The row at 1.698 Å looks wrong. It has the closest contact of the series, where the electrons of the two parts should profit most from avoiding one another, yet correlation weakens the binding there. Hartree-Fock gives −57.65 kcal/mol, and the CCSD(T) limit estimate only −52.39. Correlation also moves the bottom of the well outward: the lowest row is 1.793 Å for Hartree-Fock and 1.887 Å for the limit estimate. The question is why an effect known for its attraction should lengthen a bond.

PySCF 2.14.0: counterpoise-corrected, frozen-core interaction energies of ClF with F⁻ (singlet) along a rigid path from a PBE0-D3(BJ)/def2-SVPD geometry; negative is bound. The large basis is aug-cc-pVTZ. The limit estimate adds CCSD(T) less MP2, taken in the small basis aug-cc-pVDZ, to MP2 extrapolated by the inverse-cube rule.

```
contact distance (Å)  ccsd t limit estimate (kcal/mol)  mp2 large basis (kcal/mol)  hartree fock large basis (kcal/mol)  ccsd t less mp2 (kcal/mol)
               1.698                            -52.39                      -54.24                               -57.65                       3.460
               1.793                            -56.55                      -58.36                               -58.99                       3.170
               1.887                            -57.48                      -59.15                               -57.70                       2.840
               2.076                            -53.87                      -55.03                               -51.39                       2.000
               2.359                            -43.28                      -43.50                               -40.01                       0.710
               2.830                            -26.81                      -26.30                               -25.38                      -0.350
               3.774                            -10.88                      -10.79                               -11.87                      -0.070
```

The contact distance runs from chlorine to the fluoride that is moved, while the other Cl–F bond stays at about 1.88 Å. Near 1.887 Å the system is therefore a nearly symmetric F–Cl–F⁻ ion, not a loose complex. The energies are counted from ClF with its bond already stretched. Counted from relaxed ClF, the binding at 1.887 Å is about −44 kcal/mol instead of −57. The curve thus follows one bond of an ion along a rigid path, and is no relaxed dissociation curve.

The tempting answer to any question about correlation between two parts is dispersion. Dispersion is a pull that grows as the parts approach, so by itself it would shorten the bond. The correlation part, taken here as the limit estimate less Hartree-Fock, does something else: it is attractive from 2.076 to 2.830 Å and repulsive in the other rows. An inverse-sixth-power law fitted to it in all seven rows even comes out with a repulsive coefficient. Such a bare law is too steep at bonding distances, but damping would only weaken the attraction, not turn it into a repulsive energy. Dispersion is surely present, but something else sets the trend.

A second suspect is the basis set, because a compressed bond needs more flexible functions than a stretched one. This suspicion is partly right. In the small basis the CCSD(T) minimum lies at 1.95 Å, against 1.89 Å for the limit estimate. Much of that difference is already there in Hartree-Fock, whose own minimum moves from 1.83 to 1.79 Å with the larger basis. The MP2 correlation part becomes less steep as well, yet it still falls outward along the inner wall after extrapolation, by 23 kcal/mol per Å compared with 31 in the small basis. A poor basis exaggerates the lengthening but does not create it. Chlorine in such a bond also calls for tight d functions, which these basis sets lack, so the last hundredths of an ångström are not settled.

The third explanation looks inside the bond. In F–Cl–F⁻ the bonding electrons are spread over three atoms, and an empty antibonding orbital lies above them. Stretching the bond weakens the overlap and brings this orbital down, so that the electrons can use it more easily to keep apart. Compression pushes it up and takes that freedom away. Correlation therefore favours a somewhat longer bond than Hartree-Fock does. When the fluoride moves far away, the shared bond dissolves and this gain fades, which leaves a trough at intermediate distance. The repulsive sign at the shortest contact fits in too. The stretched ClF has a low antibonding orbital of its own before the fluoride arrives. A close fluoride should push that orbital up, so that ClF loses some of the correlation it had alone.

This picture is standard theory, and the calculation supports it without isolating it. The triples contribution, which responds strongly to low-lying empty orbitals, has a trough of its own. In the small basis it is +0.6 kcal/mol at 1.698 Å, −2.1 at 2.359 Å and −1.5 at 2.830 Å. The weight of single excitations in the coupled-cluster wave function, a customary warning sign, behaves differently. It grows steadily from the shortest contact to 2.830 Å and passes its usual threshold near the minimum. That points to orbitals which Hartree-Fock shapes poorly, and is no direct measure of the gain. CCSD(T) is therefore itself less certain for the stretched bond.

It remains to see how a correction that nearly vanishes at the bottom of the well can move that bottom. At 1.887 Å the correlation part is only 0.22 kcal/mol, but a minimum responds to the slope of a correction and not to its size. Let R be the contact distance, R₀ the Hartree-Fock minimum, k the curvature of the Hartree-Fock curve there and g the slope of the correlation part. Near the minimum, apart from a constant,

E(R) ≈ ½ k (R − R₀)² + g (R − R₀)

and the new minimum lies where the derivative is zero:

R − R₀ = −g/k = 26.67/294.5 Å ≈ 0.09 Å

Here k and g come from the three innermost rows. With R₀ = 1.793 Å the estimate is 1.884 Å. A parabola through the three rows around the minimum of the limit estimate gives 1.888 Å, and one through the three innermost rows gives 1.868 Å, so the agreement is good to about 0.02 Å. Since the estimate uses the computed slope, it shows that a linear correction suffices, not where the slope comes from. It also shows what to look for in a related bond: for the same slope, a softer bond lengthens more.

The row at 3.774 Å needs a different reason, because little of the shared bond is left there. Hartree-Fock still binds more strongly than the limit estimate, by about 1 kcal/mol. My guess is that Hartree-Fock makes the stretched ClF too polar and so exaggerates its pull on the fluoride charge. An excess dipole of a few tenths of a debye would be enough, but this one row cannot confirm it. If the guess is right, the same error also acts at shorter contacts and grows inward, so it may add to the lengthening. The full analysis is printed below.

Numerical output:

```
Correlation part of the interaction energy in kcal/mol:
    row  limit less HF  MP2 less HF
  1.698           5.26         3.41
  1.793           2.44         0.63
  1.887           0.22        -1.45
  2.076          -2.48        -3.64
  2.359          -3.27        -3.49
   2.83          -1.43        -0.92
  3.774           0.99         1.08
fit of corr on 7 rows: coefficient of 1/dist**6 73.67 +/- 42; rms 2.25, worst 2.359 3.7, leave-one-out rms 2.77
Hartree-Fock minimum, large basis, parabola through three inner rows (angstrom): 1.793
Curvature k of the Hartree-Fock curve there (kcal/mol per square angstrom): 294.5
Slope g of limit less HF from 1.698 to 1.887 (kcal/mol per angstrom): -26.67
Minimum predicted by moving the Hartree-Fock one by -g/k (angstrom): 1.884
Minimum of the CCSD(T) limit, parabola through the bracketing rows (angstrom): 1.888
Same minimum from the three inner rows, a test of the parabola (angstrom): 1.868
Hartree-Fock minimum in the small basis (angstrom): 1.831
CCSD(T) minimum in the small basis (angstrom): 1.951
Slope of MP2 less HF on the inner wall, small basis (kcal/mol per angstrom): -31.4
Slope of MP2 less HF on the inner wall, large basis (kcal/mol per angstrom): -25.71
Slope of MP2 limit less HF on the inner wall (kcal/mol per angstrom): -23.4
Triples contribution at 1.698 angstrom, small basis (kcal/mol): 0.6363
Triples contribution at 2.359 angstrom, small basis (kcal/mol): -2.142
Triples contribution at 2.830 angstrom, small basis (kcal/mol): -1.493
Rough dipole excess of Hartree-Fock ClF that would explain the far row (debye): 0.3469
Limit at 1.887 angstrom counted from relaxed ClF, MP2 deformation energy added (kcal/mol): -44.11
```
